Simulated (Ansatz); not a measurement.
## A series in volume scale on AlIr

Results calculated with Ansatz 0.2.0, not measured. Free energy against uniform scaling of the volume at fixed shape and fractions; periodic cell, basis, potentials, k mesh and filling as listed.

The cell before it is scaled or strained (space group Pm-3m, No. 221):
```
CELL_PARAMETERS angstrom
2.99460 0.00000 0.00000
0.00000 2.99460 0.00000
0.00000 0.00000 2.99460
ATOMIC_POSITIONS crystal
Al 0.00000 0.00000 0.00000
Ir 0.50000 0.50000 0.50000
```

Settings of every row: functional PBEsol; dispersion none; potentials all-electron LAPW; k mesh 10x10x10; k shift 0x0x0; occupations fermi dirac; smearing width 0.1 eV; spin none.

Limits: coarse k mesh, up to 40 meV an atom off; no spin-orbit coupling, which can matter with elements this heavy; the cell comes from a prototype or a list of computed structures and needn't be the stable phase.

| row | volume scale | V (Å³/atom) | energy above lowest point (meV/atom) |
| --- | --- | --- | --- |
| 1 | 0.92 | 12.353 | ? |
| 2 | 0.96 | 12.89 | 13.9 |
| 3 | 1 | 13.427 | 0 |
| 4 | 1.04 | 13.964 | 18.5 |
| 5 | 1.08 | 14.501 | 63 |

Question: what energy above lowest point should row 1 give?

Worked fit of energy above lowest point. Take u = (V_r/V)^(2/3) − 1 with V_r = 13.695 Å³ an atom, which is twice the finite (Eulerian) strain; such expansions in the strain, on which the Birch-Murnaghan equation of state is built, carry the rest volume and the bulk modulus. The shown rows have u = 0.04121, 0.01326, -0.01288, -0.03741. Least squares give energy above lowest point = 5.61 − 709.2 × u + 22074 × u² meV/atom; a straight line predicts inner rows, each left out in turn, worse (root mean square 22 against 0.2 meV/atom). The rows lie off it by 0.0, -0.1, 0.1, 0.0. The withheld row has u = 0.07117, so the fit gives 5.61 − 709.2 × (0.07117) + 22074 × (0.07117)² = 66.9 meV/atom.

The calculation gave 68.3 meV/atom. The fit lies 1.4 meV/atom (2 % of the value, 2 % of the column's range) below it; its largest miss of a shown row is 0.1 meV/atom. This row lies beyond the range of the fit.
